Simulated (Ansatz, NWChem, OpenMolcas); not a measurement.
Computed against measured: dipole moment

7 molecules with halogens; the dipole moment in D, computed less measured. Shapes, held fixed at every level: PBE0-D4/def2-TZVP. No vibrational averaging. Dipoles are compared by magnitude; molecules under 1 D, whose direction can flip, are left out. Programs: Ansatz 0.2.0, NWChem 7.3.0, OpenMolcas 26.06. Measured values: NIST CCCBDB.

Levels: A = HF/def2-SVP; B = r2SCAN-D4/def2-TZVPP; C = PBE0/def2-SVP; D = wB97M-V/def2-TZVPP.

```
                      molecule  measured      A      B      C      D
       HCl (hydrogen chloride)      1.08  +0.33  +0.14  +0.29  +0.11
  PF3 (phosphorus trifluoride)      1.03  +0.52  -0.18  +0.07  +0.04
          CH3Br (bromomethane)      1.81  +0.27  +0.14  +0.02  +0.08
          CH3F (fluoromethane)      1.85  +0.29  -0.12  -0.04  -0.07
CHCl2F (dichlorofluoromethane)      1.29  +0.27  -0.06  +0.04  -0.04
         SiH3Cl (chlorosilane)      1.31  +0.26  -0.09  +0.06  -0.07
    SO2F2 (SMILES O=S(=O)(F)F)      1.12  +0.01  +0.02  -0.08  +0.04
```

(1) Which level does best on this set, which worst, and which err to one side?

Results:

(1) 
| level | kind | mean error | mean absolute error | worst case |
| --- | --- | --- | --- | --- |
| HF/def2-SVP | Hartree–Fock | +0.279 | 0.279 | PF3 |
| r2SCAN-D4/def2-TZVPP | meta-GGA | -0.021 | 0.107 | PF3 |
| PBE0/def2-SVP | global hybrid | +0.051 | 0.086 | HCl |
| wB97M-V/def2-TZVPP | range-separated hybrid | +0.013 | 0.064 | HCl |

On this set wB97M-V/def2-TZVPP has the smallest mean absolute error and HF/def2-SVP the largest. HF/def2-SVP is too high in 7 of 7; PBE0/def2-SVP is too high in 5 of 7. The levels differ in basis as well as in method. The tabulated value of HCl is in doubt (older tables, estimates, or at odds with other calculations) and kept here. Over the 6 molecules whose values aren't doubted the mean absolute errors are A 0.270; B 0.102; C 0.052; D 0.057. The smallest two are near a tie. Relativity is left out for Br. The set is small.

Hartree–Fock exaggerates the polarity of nearly every molecule here, as expected when correlation is missing: the mean-field density leaves too much charge on the electronegative atoms, and correlation moves part of it back. PBE0 in the same basis removes most of this excess in PF3, CH3F and CHCl2F, so basis incompleteness alone can't account for it. SO2F2 breaks the pattern at +0.01 D, probably because the S–O and S–F contributions partly oppose each other and their errors cancel in the vector sum. In PF3 the phosphorus lone pair opposes the polar P–F bonds, which makes the net moment sensitive to small shifts of density and may explain the +0.52 D error.

The near-zero mean error of r2SCAN reflects cancellation rather than uniform accuracy, with PF3 and CH3F too low but CH3Br too high. PBE0's good showing may likewise owe something to compensation between functional and small basis, so it needn't persist in a larger one.
